In a rocksalt crystal of heavy p elements, the coupling between p orbitals on neighbouring atoms can push levels 5 to 10 eV apart. Where symmetry switches this coupling off, they stay within an eV or two of each other. The table follows cubic BiTe through special points of its Brillouin zone, calculated without spin-orbit coupling. What should its levels be at K?

Rocksalt BiTe in the fixed Materials Project cell (cube edge 6.507 Å), calculated with Ansatz 0.2.0 using r2SCAN and all-electron PAW, scalar-relativistic and without spin polarisation. The k-point mesh is 10 × 10 × 10, with Fermi-Dirac smearing of 0.05 eV. Energies are measured from the Fermi energy, and k refers to the two-atom primitive cell.

```tsv
k-point	k in reciprocal vectors	band -4 (eV)	band -3 (eV)	band -2 (eV)	band -1 (eV)	band +1 (eV)	band +2 (eV)	band +3 (eV)
GAMMA	0 0 0	-8.38	-2.78	-2.78	-2.78	2.18	2.18	2.18
X	0.5 0 0.5	-10.32	-5.87	-4.24	-4.24	2.54	3.66	3.66
U	0.625 0.25 0.625	-11.10	-5.50	-3.73	-3.61	1.97	2.07	4.13
K	0.375 0.375 0.75	?	?	?	?	?	?	?
L	0.5 0.5 0.5	-1.67	-0.72	-0.69	-0.69	n/a	n/a	n/a
W	0.5 0.25 0.75	-5.18	-5.18	-1.74	-0.28	4.08	4.08	n/a
```

**Γ, X and U: strong coupling.** Band −1 is the highest filled level at a given point and band +1 the lowest empty one. At Γ, three filled levels at −2.78 eV face three empty ones at 2.18 eV. Electron counting and symmetry identify them as bonding and antibonding combinations of Bi p and Te p orbitals. Spin-orbit coupling, strong in bismuth, would split both triplets.

**L: no p-p coupling.** Here the wave has opposite signs on the two neighbours on either side of an atom, so their p-p contributions cancel. The Bi p levels, no longer pushed up, drop to about −0.7 eV and are filled. Bands −3 to −1 at L thus continue the bands that are empty at Γ.

**W: both cases at once.** For one p direction the coupling vanishes, leaving single levels at −1.74 and −0.28 eV. The other two directions couple strongly and give pairs at −5.18 and 4.08 eV. One Bi p band is therefore filled at W, three are filled at L and none at Γ, X or U. Spin-orbit coupling could change the count at L, where these levels lie only 0.7 eV below the Fermi energy. A band that is filled at some points and empty at others makes a metal, as the odd number of electrons per cell requires when spin polarisation is left out. Lead telluride has one electron fewer per cell, can leave these bands empty, and is a semiconductor. The result for BiTe belongs to this fixed cubic cell, not to its layered form at ambient conditions.

**A model for the distances.** Let kx, ky and kz be the components of the wave vector in units of 2π/a, with a the cube edge. For p orbitals along x, adding the six neighbours gives the coupling A cos πkx − B(cos πky + cos πkz). A belongs to orbitals that point at each other, B to orbitals side by side. The bonding and antibonding levels then lie 2√(d² + coupling²) apart, where d is half the distance without coupling. The single levels at W give d = 0.73 eV, the paired levels at X (bands −1 and +2) give A = 3.88 eV, and Γ gives B = 0.76 eV.

U, at (¼, 1, ¼), played no part in fixing these constants. For p along y the two terms add up to a coupling of 3.88 + 1.41 × 0.76 ≈ 4.95 eV in size. The predicted distance is 2√(0.73² + 4.95²) ≈ 10.0 eV, against 4.13 + 5.50 = 9.63 eV in the table if band +3 is the antibonding partner of band −3. At X the model puts this partner about 2.5 eV above band +1. Either the model fails there or band +1 is a different kind of state; the energies alone cannot settle it.

**K: two ways to a forecast.** K is at (¾, ¾, 0), three quarters of the way from Γ to an X point. A straight line between those two would put band −4 near −9.8 eV. Symmetry gives another answer. A wave vector is defined only up to a reciprocal lattice vector, because adding one changes no phase between equivalent atoms. Subtracting (1, 1, 1) from U gives (−¾, 0, −¾), and a symmetry operation of the cube turns this into K.

K must therefore have the levels of U. The forecast, from band −4 to band +3, is −11.10, −5.50, −3.73, −3.61, 1.97, 2.07 and 4.13 eV, each within 0.02 eV to allow for rounding and small numerical asymmetries. The Bi p bands should be empty, as at U, and no two levels should coincide exactly. The p model should again come within about half an eV of the bonding-antibonding distances.

The withheld rows as computed:

```tsv
k-point	k in reciprocal vectors	band -4 (eV)	band -3 (eV)	band -2 (eV)	band -1 (eV)	band +1 (eV)	band +2 (eV)	band +3 (eV)
K	0.375 0.375 0.75	-11.10	-5.50	-3.73	-3.61	1.97	2.07	4.13
```

All seven levels agree with the forecast to the last printed digit. The Bi p bands are empty, and the close pairs remain split. With the levels paired as at U, the p model overestimates the distances by about 0.4 eV, exactly as it does there. That is no second success for the model, since K and U are the same test.

The straight line misses band −4 by about 1.3 eV. Counting bands suggests that this level is mainly an antibonding combination of s orbitals, which rises as the s-s coupling grows. That coupling follows the size of cos πkx + cos πky + cos πkz, which is 3 at Γ, 1 at X and only 0.4 at K. The level can therefore be lower at K than at either end of the line. Nearest-neighbour s-s coupling alone would make the drop from X to K too small, however. Coupling between s and p orbitals on neighbouring atoms, which vanishes at Γ and X but not at K, can push the level down further.

The agreement shows that the calculation respects the crystal's symmetry. It is no test of the functional or of the neglect of spin-orbit coupling, because either error would shift U and K alike. For the same reason, a band diagram of such a crystal can jump from U to K without a break in the curves.
